## Why cubic SrTiO₃ stiffens when squeezed and softens when stretched

Suppose that a crystal shrinks and its whole electron cloud shrinks in the same proportion. An electron wave of wavelength $\lambda$ has a kinetic energy proportional to $1/\lambda^2$, so the kinetic energy grows as $1/a^2$, where $a$ is the cell edge. The Coulomb attraction between electrons and nuclei grows only as $1/a$. Squeezing therefore feeds the cost faster than the gain, and at some cell size the two effects on the energy balance.

Pressure is the slope of the energy $E$ with respect to volume $V$, taken with a minus sign: $P=-\mathrm dE/\mathrm dV$. Since $V\propto a^3$, an energy that goes as $1/a^m$ gives a pressure that goes as $V^{-1-m/3}$. The outward push then goes as $V^{-5/3}$ and the inward pull as $V^{-4/3}$. In a small cell the push wins and the pressure is positive; in a large cell the pull wins, and the crystal has to be held open by tension, which is a negative pressure.

Cubic SrTiO₃ (Pm-3m, five-atom cell) at several volumes, computed with Ansatz 0.2.0 using PBE, PAW potentials and spin-unpolarised plane waves. The cells are an r2SCAN-relaxed cell and uniformly strained copies of it, with the atoms held fixed. Cutoff 420 eV, 6×6×6 k mesh, Fermi–Dirac smearing 0.02 eV; pressure is positive in compression.

```tsv
volume (Å³/atom)	shortest distance (Å)	pressure (GPa)
10.552	1.875	33.94
10.885	1.895	24.93
11.225	1.914	17.02
11.572	1.934	10.10
11.926	1.953	4.06
12.288	1.973	-1.21
12.656	1.992	-5.78
13.032	2.012	-9.73
13.416	2.032	-13.13
13.555	2.039	-14.23
```

The computed pressure crosses zero as the argument demands, and its curve flattens as the cell grows. The flattening is best read from the stiffness $K=-V\,\mathrm dP/\mathrm dV$, the bulk modulus, which tells how much pressure a given fractional change of volume costs. Between the two smallest cells it is 290 GPa, and between the two largest 107 GPa. It falls at every step between.

### What pushes and what pulls

The energy parts of three of these PBE runs show the two sides at work. Between about 11.2 and 11.9 Å³ per atom, the change of kinetic energy with volume amounts to an outward pressure of 345 GPa. Electrostatics together with exchange and correlation pulls inward with 316 GPa. A smaller remainder also pulls inward, and a net pressure of only 10 GPa survives. What the outside world feels as pressure is thus a small difference between large opposing terms.

The sizes of these terms depend on how the calculation divides the energy. Its kinetic part covers the smooth portion of the electron waves, while the portion close to the nuclei sits in the remainder. The direction is more general. For particles held together by Coulomb forces, the virial theorem gives a total kinetic energy $T=3PV-E$, hence $\mathrm dT/\mathrm dV=4P-3K$. The stiffness here is so much larger than the pressure that this slope is negative throughout the table: squeezing raises the kinetic energy.

### Why proportional shrinking is too gentle

The electron cloud of an oxide doesn't shrink in proportion to the cell. Most of it belongs to the filled shells of the ions, which keep nearly their own size while their centres approach. The runs bear this out: from 11.926 to 11.225 Å³ per atom the kinetic part rises by 7.5 eV per cell, where proportional shrinking would demand about 43 eV. What proves too gentle in that picture is therefore the rate at which the push grows on compression, and not its size. The closest neighbours are titanium and oxygen, whose distance runs from 1.875 Å in the smallest cell to 2.039 Å in the largest. What changes most is the outer region where neighbouring shells overlap.

The Pauli principle makes this overlap expensive. Electrons of equal spin can't share the same state, so the waves of one ion must stay orthogonal to those of the next. Where they overlap they acquire extra wiggles, and a more strongly curved wave has more kinetic energy. Since the tails of the shells fade roughly exponentially with distance, a modest approach raises the overlap steeply. Closed shells therefore repel each other, and one expects a push steeper than the one from proportional shrinking.

The simplest way to allow for it is to keep the $1/a$ attraction and give the repulsion an open exponent, $1/a^n$. The pressure becomes

$$P=C\,V^{-1-n/3}-A\,V^{-4/3},$$

where $C$ and $A$ set the strengths of push and pull. Differentiating once more gives the stiffness in a telling form:

$$K=\left(1+\frac n3\right)P+\frac{n-1}{3}\,A\,V^{-4/3}.$$

Both terms grow on compression, the first because the pressure rises and the second because the pull itself strengthens. On stretching the pull weakens and the first term turns negative. The same formula thus accounts for the hard side and the soft side of the curve.

At zero pressure a further derivative gives $\mathrm dK/\mathrm dP=(n+7)/3$. Proportional shrinking, with $n=2$, would make this 3. A fit of the steeper law to all ten rows puts $n$ near 6.1 and the slope at 4.4, so each gigapascal of pressure adds about 4.4 GPa of stiffness. For a given pull and volume a steeper repulsion also makes the solid stiffer, but the stiffness alone can't reveal the exponent, because it depends on the strength of the pull as well. How quickly the stiffness responds to load depends, in this law, on the exponent alone.

### From the law to a pressure

The fit gives a zero-pressure volume $V_0$ of 12.2 Å³ per atom and a bulk modulus $K_0$ of 170 GPa there. Since push and pull are equal at $V_0$, the two strengths can be replaced by these quantities:

$$P=\frac{3K_0}{n-1}\left[\left(\frac{V}{V_0}\right)^{-1-n/3}-\left(\frac{V}{V_0}\right)^{-4/3}\right].$$

With $n=6.08$ the factor in front is $3\times170/5.08\approx100$ GPa, and the first exponent is $-3.03$. Taking away a tenth of the volume gives

$$100\times(0.9^{-3.03}-0.9^{-4/3})=100\times(1.376-1.151)\approx 23\ \text{GPa}.$$

Adding a tenth gives

$$100\times(1.1^{-3.03}-1.1^{-4/3})=100\times(0.749-0.881)\approx-13\ \text{GPa}.$$

Equal changes of volume therefore cost very unequal loads. A calculation with a constant bulk modulus overlooks this asymmetry. Both volumes lie inside the range of the table, whose rows fixed the law, so the estimate interpolates rather than predicts.

The steep law reproduces every row to within 0.03 GPa. The law of proportional shrinking, fitted to the same rows, is off by as much as 1.2 GPa, in the smallest cell. It bends too little: its pressures are too low at both ends of the table and too high in the middle. What the fit really fixes is the slope $\mathrm dK/\mathrm dP$. For a pull going as $1/a^m$ this slope is $(n+m+6)/3$, so $n\approx6$ belongs to the choice $m=1$, and a steeper pull with a softer repulsion is expected to fit about as well. The virial relation gives that choice a meaning: a $V^{-4/3}$ term cancels from $3K-4P$, so the total kinetic push is $(n-1)\,C\,V^{-1-n/3}$, about $3K_0=510$ GPa at zero pressure, and it carries the steep exponent. The energy parts quoted earlier are not the two terms of the law, which are each only about 100 GPa. Between the two spans the kinetic part falls from 345 to 283 GPa, roughly as $V^{-2.6}$ and so faster than $V^{-5/3}$, but the electrostatic and exchange-correlation part falls from 316 to 267 GPa, roughly as $V^{-2.2}$ and not as $V^{-4/3}$. The link to overlapping shells rests on the physical argument above. The strengths and the exponent can partly compensate one another in a fit, so they shouldn't be read as ionic charges or as the hardness of an ion. The printed output after this section gives the misses row by row.

### Two rows that look out of line

The last pressure step seems to break the pattern. From 13.416 to 13.555 Å³ per atom the pressure drops by only about 1.1 GPa, against 3.4 GPa in the step before. The volume step is shorter too, and once the pressure change is divided by the fractional change of volume, the stiffness goes from 117 to 107 GPa. The softening simply continues.

The row at 11.926 Å³ per atom looks odd for another reason. It is the unstrained cell from which the others were made, yet it carries a pressure of 4.06 GPa. That cell was relaxed with a different functional, r2SCAN, and PBE prefers a larger one. The stiffness between this row and the next is 176 GPa, so the pressure vanishes after an expansion of about $4.06/176\approx2.3\,\%$ in volume, or a third of that along each edge.

PBE is known to make many solids somewhat too large, and its zero-pressure edge of 3.94 Å fits that habit, as the measured edge is roughly 3.9 Å. The pressures taken from total energies agree with the computed stress (10.22 GPa over the span whose middle row shows 10.10 GPa), which speaks against a spurious stress from the wave cutoff. The 4 GPa are therefore best read as a disagreement between the r2SCAN relaxation and PBE about the size of the cell, and no load that a real crystal would carry. For practical work the lesson is plain: an edge that differs by less than one per cent is enough to create several gigapascals of apparent stress. Strains and pressures should be counted from the zero-pressure cell of the functional that computes them.

### How far the stretched side can be trusted

The tension is still growing in the largest cell, so the table reaches no limit of strength. Nor does it test whether the stretched crystal would stay cubic. Each atom sits on an ideal site where the forces cancel by symmetry, whether or not the arrangement is stable. Strontium titanate is known for titanium ions that move off centre easily, more so in an expanded cell, and for oxygen octahedra that tilt. The tilts are favoured by compression and don't fit into a five-atom cell at all, so the squeezed rows share the restriction. A crystal free to make such moves could lower its energy and answer a load differently, so the stiffness found here belongs to the ideal cubic arrangement.

Output of the analysis:

```
fit of pressure on 10 rows: coefficient of x**(-4/3) -101.3 +/- 0.04, coefficient of x**(-1-s/3) 102.6 +/- 0.038, s 6.083; rms 0.0149, worst 12.656 0.0236, leave-one-out rms 0.0287
fit of pressure on 10 rows: coefficient of x**(-4/3) -533.4 +/- 9.1, coefficient of x**(-5/3) 535.4 +/- 9.1; rms 0.723, worst 10.552 -1.22, leave-one-out rms 0.998
Stiffness and misses:
     row  stiffness from row above GPa  miss steep repulsion GPa  miss shrinking cloud GPa
  10.552                           n/a                   0.01548                    -1.217
  10.885                           290                  -0.01507                   -0.1939
  11.225                         257.2                  -0.01533                    0.4599
  11.572                         227.3                 -0.006784                     0.793
  11.926                         200.4                  0.004323                    0.8588
  12.288                         176.2                   0.01181                    0.7015
  12.656                         154.9                   0.02364                    0.3732
  13.032                         134.9                   0.01412                   -0.1165
  13.416                         117.1                  -0.01326                   -0.7338
  13.555                         106.7                  -0.01927                   -0.9718
Zero-pressure volume in PBE, Å³/atom: 12.2
Zero-pressure cell edge in PBE, Å: 3.937
PBE edge above the unstrained r2SCAN edge, percent: 0.761
Bulk modulus at zero pressure, GPa: 170
Change of bulk modulus per change of pressure at zero pressure: 4.361
Pressure at 10 percent less volume than at zero pressure, GPa: 22.57
Pressure at 10 percent more volume than at zero pressure, GPa: -13.18
Smaller span (11.2 to 11.9 Å³/atom), kinetic part of pressure, GPa: 344.9
Smaller span, electrostatic and exchange-correlation part, GPa: -315.8
Smaller span, net pressure from total energies, GPa: 10.22
Larger span (11.9 to 13.0 Å³/atom), kinetic part of pressure, GPa: 283.1
Larger span, electrostatic and exchange-correlation part, GPa: -267.1
Larger span, net pressure from total energies, GPa: -3.4
```
